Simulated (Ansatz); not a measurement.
**Which isomer of C2HBF gives these data?**

These gas-phase data were calculated for one isomer of C2HBF at B3LYP-D3(BJ)/6-311G** (harmonic, unscaled wavenumbers; equilibrium rotational constants with average atomic masses):

| Quantity | Value |
| --- | --- |
| rotational constants | 38.87, 6.516, 5.581 GHz |
| all wavenumbers above 1500 cm⁻¹ | 3193, 1669 |

Candidates:

(1) `[C]#CBF`, a doublet
(2) `FB1[C]=C1`, a doublet
(3) `C#C[B]F`, a doublet

**Question.** Which structure fits?

**Answer.** Candidate (2). No mode falls between 3300 and 3560 cm⁻¹, where the ≡C–H stretch of (3) would stand. No mode falls between 2350 and 2900 cm⁻¹, where the B–H stretch of (1) would stand.

The same quantities for all candidates:

|  | rotational constants (GHz) | wavenumbers above 1500 cm⁻¹ | E above the lowest, B3LYP-D3(BJ)/6-311G** (kcal/mol) |
| --- | --- | --- | --- |
| (1) | 44.8, 4.818, 4.35 | 2628 | 31.6 |
| (2) | 38.87, 6.516, 5.581 | 3193, 1669 | 0.0 |
| (3) | 126.4, 4.052, 3.926 | 3461, 2108 | 1.4 |

Open shells are spin-unrestricted. Programs: Ansatz 0.2.0.

The assignment to the ring rests on positive evidence as well as on missing bands. The mode at 3193 cm⁻¹ suits a C–H bond on a strained ring carbon, whose exocyclic hybrid is rich in s character, and 1669 cm⁻¹ suits a stretch with mainly C=C character. The compact heavy-atom frame also gives the ring the largest two smaller rotational constants of the three.

Ring closure gives boron a third σ bond and lets the C=C π pair delocalise into its empty p orbital, which probably offsets the strain and the loss of the triple bond in (3). The gap of 1.4 kcal/mol is too small to settle which of these two is more stable. Isomer (1) lies well above both, as expected if the radical site moves from boron to a terminal alkynyl carbon.

However, (1) shows no C≡C stretch above 1500 cm⁻¹, at odds with its drawn triple bond. The calculation may have converged to a state with a hole in the π system, so its energy need not be that of the lowest doublet.
